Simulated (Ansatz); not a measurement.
# C3H9Sb (trimethylantimony): methods side by side

C3H9Sb: 13 atoms, total charge 0, spin state singlet. SMILES: `C[Sb](C)C`. Geometry: optimised at PBE0/def2-SVP.

Each level gives the adiabatic ionisation energy (to the doublet cation, shapes relaxed at PBE0/def2-SVP, no zero-point term) (eV). The values are calculated.

```json
{"level": "HF/def2-SVP (core potential)", "kind": "Hartree–Fock", "program": "Ansatz", "value (eV)": "6.87", "CPU time (all runs)": "2.1 s"}
{"level": "SVWN5/def2-SVP (core potential)", "kind": "LDA", "program": "Ansatz", "value (eV)": "7.92", "CPU time (all runs)": "1.9 s"}
{"level": "PBE/def2-SVP (core potential)", "kind": "GGA", "program": "Ansatz", "value (eV)": "7.76", "CPU time (all runs)": "3.8 s"}
{"level": "r2SCAN/def2-SVP (core potential)", "kind": "meta-GGA", "program": "Ansatz", "value (eV)": "7.80", "CPU time (all runs)": "6.3 s"}
{"level": "B3LYP/def2-SVP (core potential)", "kind": "global hybrid", "program": "Ansatz", "value (eV)": "7.89", "CPU time (all runs)": "4.8 s"}
{"level": "wB97M-V/def2-SVP (core potential)", "kind": "range-separated hybrid", "program": "Ansatz", "value (eV)": "7.85", "CPU time (all runs)": "17 s"}
{"level": "MP2/def2-SVP (core potential)", "kind": "perturbation theory", "program": "Ansatz", "value (eV)": "7.62", "CPU time (all runs)": "3.1 s"}
```

Spin-orbit coupling, which can split open shells on such heavy atoms by tenths of an eV, is left out. The values span 6.87 to 7.92 eV. In the correlated wave-function rows the outer d shell of Sb is correlated, in sets not made for it. CPU times are rough (shared hosts, several kinds of processor): they show what a rung costs within a factor of a few.

Hartree–Fock stands apart at 6.87 eV, while every method that includes electron correlation gives a clearly higher ionisation energy. The likely reason is that the neutral molecule holds one more correlated electron pair than the cation, so leaving correlation out penalises the neutral more and makes the electron appear too easily removed. MP2 recovers most of the gap to the density functionals but stays below all of them.

The electron leaves chiefly from the antimony lone pair, which has mixed 5s and 5p character. With that orbital only half filled, the preference for a pyramidal shape weakens and the cation should flatten, a relaxation that places the adiabatic value below the vertical one.

Among the functionals, the values follow neither the usual ladder of sophistication nor the presence of exact exchange: LDA lies highest and PBE lowest, with both hybrids between them. Their close agreement supports a consistent estimate within this small basis, but doesn't show that the estimate is converged with basis size.
